## Question

A laboratory grows boron nitride, used as an insulating layer in electronic devices, from the vapour of ammonia borane, H₃B–NH₃. It wants to recognise the precursor and its decomposition products by their NMR signals, and asks which level of theory to use. The table lists absolute shieldings σ; a higher σ means a lower chemical shift. σ B1 and σ N2 belong to boron and nitrogen, σ H6 to the protons on nitrogen.

Isotropic GIAO shieldings σ of ammonia borane, H₃B–NH₃, calculated with PySCF 2.14.0 (non-relativistic, density fitting, gas phase) at the PBE0-D3(BJ)/def2-SVP geometry. Atoms are numbered boron, nitrogen, then the hydrogens on boron and those on nitrogen; σ H6 is the average over the three equivalent protons on nitrogen.

| functional | basis | exact exchange, long range (%) | σ B1 (ppm) | σ N2 (ppm) | σ H6 (ppm) | rough cost (core min) |
| --- | --- | --- | --- | --- | --- | --- |
| B97-2 | pcSseg-2 | 21 | 123.1 | 224.8 | 28.69 | 0.1 |
| BHandHLYP | pcSseg-2 | 50 | 124.2 | 227.3 | 28.75 | 0.1 |
| CAM-B3LYP | pcSseg-2 | 65 | 121.9 | 226.1 | 28.69 | 0.2 |
| LC-wPBE | pcSseg-2 | 100 | 126.4 | 233.7 | 28.80 | 0.2 |
| wB97X-D | pcSseg-2 | 100 | 124.7 | 227.3 | 28.76 | 0.2 |
| WP04 | pcSseg-2 | n/a | 114.0 | 212.3 | 28.81 | 0.1 |
| PBE0 | 6-311+G(2d,p) | 25 | 127.1 | 228.6 | 29.10 | 0.08 |
| PBE0 | 6-31G | 25 | 137.7 | 242.9 | 30.53 | 0.04 |
| PBE0 | 6-31G(d) | 25 | 135.2 | 236.7 | 29.85 | 0.04 |
| PBE0 | STO-3G | 25 | 138.6 | 289.0 | 30.09 | 0.02 |
| PBE0 | def2-SVP | 25 | 135.3 | 236.7 | 28.97 | 0.05 |
| PBE0 | def2-TZVP | 25 | 127.5 | 230.1 | 29.10 | 0.09 |

(a) A colleague notices that 6-31G(d) and def2-SVP agree at boron and nitrogen, and proposes to settle for def2-SVP. Judge the proposal for boron and for the protons.

(b) Another colleague argues that exact exchange widens the gap between occupied and empty orbitals, and that this gap decides how functionals differ. Test the idea at nitrogen. The calculated gaps are 7.13 eV for B97-2 and 12.13 eV for LC-wPBE, and the paramagnetic part of σ N2 with B97-2 is −84.9 ppm.

(c) Recommend a level for each purpose, with its rough cost.

## Model answer

**(a) The basis.** Going from a polarised double-zeta basis to a triple-zeta one lowers the shielding by about 8 ppm at boron and by 7 to 8 ppm at nitrogen. The two polarised double-zeta bases agree with each other, yet both lie this far above their larger relatives. Their agreement shows a shared error, not convergence. The proposal should therefore be good enough to tell three-coordinate from four-coordinate boron, which differ by roughly tens of ppm, but it is not safe for assigning signals a few ppm apart. The table holds only four-coordinate boron; at three-coordinate boron the paramagnetic part is expected to be larger, and the error may be larger too. A reference compound calculated at the same level may cancel part of the error at boron, but how much isn't tested here.

The direction of the error has a standard explanation. A magnetic field makes the electron cloud circulate, which shields the nucleus; this is the diamagnetic part. The field also mixes occupied with empty orbitals, and this paramagnetic part usually deshields. A small basis can describe the undisturbed molecule fairly well and still lack the functions that the mixing needs, so that too little deshielding results. In the table, every basis below triple-zeta quality indeed errs upwards at both heavy nuclei. The separate parts of the shielding, which the runs also give, support the explanation only in part. From def2-SVP to def2-TZVP, and from 6-31G(d) to 6-311+G(2d,p), the paramagnetic part grows stronger at both nuclei, but the diamagnetic part changes too. For 6-31G(d) it supplies nearly half of the error. At nitrogen, def2-SVP and 6-31G(d) even reach the same total from quite different parts. With GIAOs, which are basis functions that depend on the field, the division into two parts is partly a matter of convention, so only the total has a firm meaning.

A hydrogen atom in an electric field is a simpler example. With a single 1s function its energy can be exact, but its polarisability is zero until a p function is added. The comparison tells us that a response needs functions of its own; it doesn't tell us how large the error will be. In ammonia borane even STO-3G leaves seven empty orbitals, so the magnetic response is crippled rather than absent.

STO-3G shows how uneven the damage can be: it is 59 ppm above def2-TZVP at nitrogen, but only 11 ppm at boron. In the division used by the runs, most of the damage falls on the paramagnetic part, which shrinks to a fraction of its size at nitrogen but keeps most of it at boron. Why nitrogen suffers so much more isn't settled by these data.

For the N–H protons, p functions on hydrogen are a likely ingredient, but not the only one. Adding d functions to boron and nitrogen alone, from 6-31G to 6-31G(d), already lowers the shielding by 0.7 ppm, about as much as the whole further step to 6-311+G(2d,p). Still, every basis without p functions on hydrogen gives 29.85 ppm or more, and every basis with them 29.10 ppm or less. An s function is the same in all directions, so it can carry the simple circulation about the proton but can't describe how the cloud there is distorted along the bond or by the field. By this measure def2-SVP, which has p functions, is a much better choice than 6-31G(d), although the two bases differ in other ways too.

A reference compound can't remove an error in the order of the two kinds of proton. With PBE0/def2-TZVP the protons on boron are more shielded than those on nitrogen by just under 0.2 ppm. With 6-31G they are less shielded by 0.72 ppm, and 6-31G(d) reverses the order as well. Any common reference drops out of this difference, so the wrong order would survive in the predicted spectrum.

**(b) The gap.** In the simplest form of Ramsey's theory, the paramagnetic part is a sum over pairs of occupied and empty orbitals, each divided by the energy between them. Replace all these energies by the frontier gap Δ, and keep everything else fixed. The paramagnetic part then scales as 1/Δ, and the shielding should change from its B97-2 value by

δσ = 84.9 ppm × (1 − Δ(B97-2)/Δ).

For LC-wPBE this gives 84.9 × (1 − 7.13/12.13) ≈ 35 ppm. The table gives 233.7 − 224.8 = 8.9 ppm. The sign is right, but the size is wrong by a factor of four.

B97-2 serves only as the starting point, and nothing was fitted. Over the other five functionals the rule misses by 21 ppm (root mean square), whereas assuming no change at all misses by 7 ppm; the output below gives the comparison. The rule fails in size rather than in direction: the four functionals with a wider gap than B97-2 all give a higher shielding, and the widest gap goes with the highest, but every rise is far smaller than predicted. WP04 exposes the weakness most directly. Its gap is almost that of B97-2, yet its nitrogen shielding is 12.5 ppm lower.

Theory, rather than the table, explains why a much wider gap has so little effect. Exact exchange lowers the occupied orbitals relative to the empty ones, but it also enters the equations for the response to the field. There it acts as an attraction between the promoted electron and the hole left behind, and takes back much of the widening. In a small molecule this holds above all for long-range exchange, which lowers the occupied orbitals almost uniformly relative to the empty ones. Moreover, the frontier pair is only one of many that the field mixes.

**(c) The recommendation.** For boron and nitrogen, use at least a triple-zeta basis with an ordinary hybrid or range-separated functional. Leaving WP04 aside, the functionals still spread over 4.5 ppm at boron and 8.9 ppm at nitrogen. Once the basis is adequate, the functional can thus limit a decision that hangs on a few ppm, unless the reference compound shows the same offset. A second functional is then a useful check. The basis isn't quite settled either: at boron, both triple-zeta results with PBE0 lie above every pcSseg-2 value, and the table can't tell how much of this comes from the basis. This makes pcSseg-2 the safer choice for these nuclei too.

WP04 should not be used for these two nuclei. It lies about 10 ppm below the mean of the other functionals at boron and 16 ppm below it at nitrogen. Its parameters were fitted to proton shifts, which gives no assurance for heavier nuclei.

Protons usually call for an accuracy of one or a few tenths of a ppm, and here even the triple-zeta results need care. For the N–H protons, the functionals in pcSseg-2 lie on average 0.35 ppm below PBE0/def2-TZVP. Functional and basis both change in this step. Since the functionals differ among themselves by only 0.12 ppm, the basis is the likelier cause, but this remains an inference. The sensible choice is pcSseg-2, which was designed for shieldings. If one calculation is to serve all nuclei, combine it with one of the five functionals other than WP04. For protons alone the table can't rule WP04 out, since it was made for them, but it stands apart from the others by more than half a ppm for the protons on boron.

The better basis costs little. For this molecule def2-SVP takes about 0.05 core minutes, def2-TZVP not quite twice as much, and pcSseg-2 between 0.1 and 0.2. A molecule twice as large would need roughly ten times as long, if the work grows between the third and fourth power of size. That is still a modest price for removing an error of 8 ppm in the shielding of boron.

The calculations describe a single rigid molecule in the gas phase. Ammonia borane is strongly polar, and a solvent can easily move its N–H protons by more than the tenths of a ppm discussed here. For a spectrum in solution, the solvent therefore has to be treated before any further refinement of the basis pays off.

## Remarks on the reasoning

**Equal labels needn't mean equal physics.** LC-wPBE and wB97X-D both have 100 % exact exchange in the table, yet differ by 6.4 ppm at nitrogen. For range-separated functionals the column gives the share at long range only, and at short range these two differ. For a global hybrid such as BHandHLYP the same share holds at every distance. The column is therefore not a scale on which functionals can be ranked.

**A small spread is not a proof of accuracy.** The N–H protons hardly notice the functional, and one might conclude that protons in general don't. The protons on boron spread over 0.7 ppm, mostly because of WP04. Insensitivity found at one site has to be checked at the next, even within the same molecule.

**Differences between levels measure risk, not error.** The table compares calculations with one another, so it shows how much a choice matters and not which functional is closest to nature. The basis is different in this respect, because a larger and more flexible one approaches a definite limit for a given functional. This is why the answer can prefer triple-zeta to double-zeta with confidence, but recommends a group of functionals rather than a winner.

Printed output of the fit:

```
Proton shieldings in ppm:
        row  H on B  H on B minus H on N
      B97-2    29.3                0.606
  BHandHLYP   29.42                0.667
  CAM-B3LYP   29.23                0.538
    LC-wPBE   29.29                0.491
    wB97X-D    29.3                0.535
       WP04   29.96                1.147
       PBE0   29.28                0.176
       PBE0   29.81                -0.72
       PBE0   29.59               -0.261
       PBE0   31.53                1.436
       PBE0   29.24                0.274
       PBE0   29.28                0.176
B, def2-SVP minus def2-TZVP, ppm: 7.8
N, def2-SVP minus def2-TZVP, ppm: 6.6
H on N, def2-SVP minus def2-TZVP, ppm: -0.13
B, 6-31G(d) minus 6-311+G(2d,p), ppm: 8.1
N, 6-31G(d) minus 6-311+G(2d,p), ppm: 8.1
H on N, 6-31G(d) minus 6-311+G(2d,p), ppm: 0.75
N, def2-TZVP minus 6-311+G(2d,p), ppm: 1.5
N, STO-3G minus def2-TZVP, ppm: 58.9
B, STO-3G minus def2-TZVP, ppm: 11.1
B, spread of five functionals without WP04, ppm: 4.5
N, spread of five functionals without WP04, ppm: 8.9
H on N, spread of all six functionals, ppm: 0.12
H on B, spread of all six functionals, ppm: 0.729
B, WP04 minus mean of the other five, ppm: -10.06
N, WP04 minus mean of the other five, ppm: -15.54
N, LC-wPBE minus wB97X-D, ppm: 6.4
H on N, mean of six functionals in pcSseg-2 minus PBE0/def2-TZVP, ppm: -0.35
N, LC-wPBE minus B97-2 by the gap rule, ppm: 34.94
N, LC-wPBE minus B97-2 as computed, ppm: 8.9
N, rms miss of the gap rule over five functionals, ppm: 21.26
N, rms miss if no change from B97-2 is assumed, ppm: 7.066
Rough cost ratio, def2-TZVP over def2-SVP: 1.8
```
